**Frontier levels and spin contamination of doublet Co(NH₂)₂ against the share of exact exchange**

The table holds homo, lumo, gap and ⟨S²⟩ of doublet Co(NH₂)₂ at fixed geometry from unrestricted PBE hybrids with 0 to 50 % exact exchange in def2-TZVP (Ansatz 0.2.0, no spin-orbit coupling). The program tests levels linear in the share, a symmetric opening ∓aJ/2, the gap as a linear function of ⟨S²⟩, and a one-split-pair Hubbard form for ⟨S²⟩. The gap is linear in the share to 0.055 eV, with an effective J of 13.5 eV against a crude Slater 3d value of 16 eV, because the upward bends of homo and lumo partly cancel. A line against ⟨S²⟩ misses the gap by up to 0.92 eV, and the Hubbard form misses ⟨S²⟩ by up to 0.074. Orbital levels and total energies of the runs at 0, 5 and 10 % show a gap that crosses spins, core splittings of opposite sign on Co and N, and a concave energy.

Unrestricted Kohn–Sham calculations with Ansatz 0.2.0 on neutral, isolated Co(NH₂)₂ as a doublet, in the def2-TZVP basis, with PBE correlation and the listed share of exact exchange replacing PBE exchange. The geometry is fixed at the PBE0-D4/def2-TZVP structure. Homo and lumo are taken over both spins, and spin squared is in ħ².

## Analysis program

```python
# Table: homo, lumo, gap (eV) and <S^2> of doublet Co(NH2)2; Ansatz 0.2.0, unrestricted PBE with a % exact
# exchange, def2-TZVP, fixed geometry. Tested: levels linear in a (frozen orbitals), symmetric opening
# -/+ aJ/2, gap against S^2, and a one-split-pair (two-site Hubbard) form for S^2.
T = {
    'exact_exchange': [0, 5, 10, 15, 25, 35, 50],  # %
    'homo': [-4.282, -4.7, -5.122, -5.534, -6.277, -6.898, -7.733],  # eV
    'lumo': [-3.829, -3.56, -3.283, -2.993, -2.362, -1.659, -0.556],  # eV
    'homo_lumo_gap': [0.453, 1.14, 1.839, 2.541, 3.915, 5.239, 7.177],  # eV
    'spin_squared': [0.884, 1.032, 1.161, 1.274, 1.452, 1.573, 1.673],
}
import numpy as np
from scipy.optimize import curve_fit
from scipy.constants import physical_constants as pc
a, h, l, g, s2 = (np.array(T[k], float) for k in ('exact_exchange', 'homo', 'lumo', 'homo_lumo_gap', 'spin_squared'))
f = lambda v, n=3: ' '.join('%+.*f' % (n, x) for x in v)
sl = lambda y, x=a: np.diff(y) / np.diff(x)
print('share a (%):', ' '.join('%d' % x for x in a))
print('rounding: 0.0005 per entry, up to %.4f per %% in a 5 %% slope' % (0.001 / 5))
print('interval slopes (eV per %, S2 per %):')
for n, y in (('homo', h), ('lumo', l), ('gap', g), ('S2', s2)):
    print(' %-4s' % n, f(sl(y), 4))
print('total change (eV): homo %+.3f lumo %+.3f gap %+.3f; gap ratio %.1f' % (h[-1]-h[0], l[-1]-l[0], g[-1]-g[0], g[-1]/g[0]))
worst = {}
print('straight-line fits in a, residuals table minus fit (eV):')
for n, y in (('homo', h), ('lumo', l), ('gap', g)):
    p = np.polyfit(a, y, 1); r = y - np.polyval(p, a); worst[n] = abs(r).max()
    print(' %-4s slope %+.4f eV/%%, intercept %+.3f eV, worst %.3f at %d %%' % (n, p[0], p[1], worst[n], a[abs(r).argmax()]))
    print('      ', f(r))
print('quadratic term (meV per %%^2): homo %+.3f lumo %+.3f gap %+.3f' % tuple(1e3*np.polyfit(a, y, 2)[0] for y in (h, l, g)))
J = 100 * np.polyfit(a, g, 1)[0]
zeta = (27 - 18 - 6 * 0.35) / 3   # Slater rules, Co 3d7
F0 = 793 / 3072 * zeta * pc['Hartree energy in eV'][0]
print('J from gap slope %.1f eV; Slater 3d F0 %.0f eV (crude); ratio %.2f' % (J, F0, J / F0))
mid = (h + l) / 2
print('mid-gap (eV):', f(mid), '| spread %.3f' % np.ptp(mid))
print('homo minus (homo(0) - aJ/2):', f(h - (h[0] - a * J / 200)))
print('lumo minus (lumo(0) + aJ/2):', f(l - (l[0] + a * J / 200)))
print('homo part of gap opening per interval (%):', ' '.join('%.0f' % x for x in -100 * sl(h) / sl(g)))
r = g - np.polyval(np.polyfit(s2, g, 1), s2)
print('gap linear in S2, residuals (eV):', f(r, 2), '| worst %.2f' % abs(r).max())
s = np.sqrt(1.75 - s2)
print('pair overlap s = sqrt(1.75 - S2):', f(s))
print('interval slopes of 1/s (per %):', f(sl(1 / s)))
m = lambda x, p, q: 1.75 - 1 / (p + q * x) ** 2
pq = curve_fit(m, a, s2, p0=(1.07, 0.03))[0]
print('S2 = 1.75 - 1/(p+qa)^2: p %.3f, q %.4f per %%; residuals' % tuple(pq), f(s2 - m(a, *pq)))
print('quartet weight if only quartet mixes (%):', ' '.join('%.1f' % x for x in 100 * (s2 - 0.75) / 3))
# further outputs of the same runs at 0, 5, 10 % (eV); levels matched by order or continuity
x = a[:3]
L = {'alpha top occupied': [-4.802198, -5.211263, -5.608642], 'beta top occupied': [-4.282347, -4.700143, -5.122138],
     'beta 3rd occupied': [-4.466785, -4.99496, -5.548849], 'beta 4th occupied': [-6.042363, -6.224274, -6.424774],
     'alpha N-H level': [-11.57314, -11.83956, -12.11204], 'alpha lowest empty': [-3.82941, -3.560087, -3.282774],
     'beta lowest empty': [-3.389261, -2.937825, -2.547751], 'beta 2nd empty': [-3.18277, -2.770695, -2.320992]}
L = {k: np.array(v) for k, v in L.items()}
print('level slopes 0-5 and 5-10 % (eV per %):')
for k, v in L.items():
    print(' %-19s' % k, f(sl(v, x)))
print('same-spin gap alpha (eV):', f(L['alpha lowest empty'] - L['alpha top occupied']))
print('same-spin gap beta (eV): ', f(L['beta lowest empty'] - L['beta top occupied']))
ex = lambda k: L[k][2] + sl(L[k], x)[1] * (a[-1] - x[2])
print('5-10 %% lines carried to 50 %% (rough, eV): beta top %.2f, beta 4th %.2f; table homo %.2f' % (ex('beta top occupied'), ex('beta 4th occupied'), h[-1]))
co3s = np.array([-96.52399 + 95.24928, -97.89811 + 96.53961, -99.28413 + 97.84921])
n1s = np.array([-380.189431 + 380.242396, -382.228946 + 382.291017, -384.273028 + 384.343785])
n2s = np.array([-20.40291 + 20.50302, -20.8313 + 20.95312, -21.26612 + 21.40954])
print('alpha minus beta (eV): Co 3s', f(co3s), '| N 1s', f(n1s), '| N 2s', f(n2s))
E = np.array([-40664.1815, -40664.0172, -40663.8867])   # total energies without dispersion
print('energy steps per 5 % (eV):', f(np.diff(E), 4), '| second difference', f(np.diff(E, 2), 4))
assert (sl(h) < 0).all() and (sl(l) > 0).all()
assert worst['gap'] < min(worst['homo'], worst['lumo'])
assert (sl(s2) > 0).all() and (np.diff(sl(s2)) < 0).all() and 0.75 < s2.min() and s2.max() < 1.75
assert (co3s < 0).all() and (n1s > 0).all() and (n2s > 0).all()
```

Printed output:

```
share a (%): 0 5 10 15 25 35 50
rounding: 0.0005 per entry, up to 0.0002 per % in a 5 % slope
interval slopes (eV per %, S2 per %):
 homo -0.0836 -0.0844 -0.0824 -0.0743 -0.0621 -0.0557
 lumo +0.0538 +0.0554 +0.0580 +0.0631 +0.0703 +0.0735
 gap  +0.1374 +0.1398 +0.1404 +0.1374 +0.1324 +0.1292
 S2   +0.0296 +0.0258 +0.0226 +0.0178 +0.0121 +0.0067
total change (eV): homo -3.451 lumo +3.273 gap +6.724; gap ratio 15.8
straight-line fits in a, residuals table minus fit (eV):
 homo slope -0.0694 eV/%, intercept -4.405 eV, worst 0.141 at 50 %
       +0.123 +0.052 -0.023 -0.089 -0.138 -0.065 +0.141
 lumo slope +0.0655 eV/%, intercept -3.915 eV, worst 0.086 at 0 %
       +0.086 +0.028 -0.022 -0.060 -0.083 -0.035 +0.086
 gap  slope +0.1348 eV/%, intercept +0.489 eV, worst 0.055 at 50 %
       -0.036 -0.024 +0.001 +0.029 +0.054 +0.030 -0.055
quadratic term (meV per %^2): homo +0.415 lumo +0.264 gap -0.152
J from gap slope 13.5 eV; Slater 3d F0 16 eV (crude); ratio 0.83
mid-gap (eV): -4.056 -4.130 -4.202 -4.263 -4.319 -4.279 -4.144 | spread 0.264
homo minus (homo(0) - aJ/2): +0.000 -0.081 -0.166 -0.241 -0.309 -0.256 -0.080
lumo minus (lumo(0) + aJ/2): +0.000 -0.068 -0.128 -0.175 -0.219 -0.190 -0.098
homo part of gap opening per interval (%): 61 60 59 54 47 43
gap linear in S2, residuals (eV): +0.57 +0.06 -0.28 -0.49 -0.56 -0.21 +0.92 | worst 0.92
pair overlap s = sqrt(1.75 - S2): +0.931 +0.847 +0.767 +0.690 +0.546 +0.421 +0.277
interval slopes of 1/s (per %): +0.021 +0.025 +0.029 +0.038 +0.055 +0.082
S2 = 1.75 - 1/(p+qa)^2: p 1.051, q 0.0304 per %; residuals +0.039 -0.027 -0.045 -0.036 +0.007 +0.046 +0.074
quartet weight if only quartet mixes (%): 4.5 9.4 13.7 17.5 23.4 27.4 30.8
level slopes 0-5 and 5-10 % (eV per %):
 alpha top occupied  -0.082 -0.079
 beta top occupied   -0.084 -0.084
 beta 3rd occupied   -0.106 -0.111
 beta 4th occupied   -0.036 -0.040
 alpha N-H level     -0.053 -0.054
 alpha lowest empty  +0.054 +0.055
 beta lowest empty   +0.090 +0.078
 beta 2nd empty      +0.082 +0.090
same-spin gap alpha (eV): +0.973 +1.651 +2.326
same-spin gap beta (eV):  +0.893 +1.762 +2.574
5-10 % lines carried to 50 % (rough, eV): beta top -8.50, beta 4th -8.03; table homo -7.73
alpha minus beta (eV): Co 3s -1.275 -1.359 -1.435 | N 1s +0.053 +0.062 +0.071 | N 2s +0.100 +0.122 +0.143
energy steps per 5 % (eV): +0.1643 +0.1305 | second difference -0.0338
```
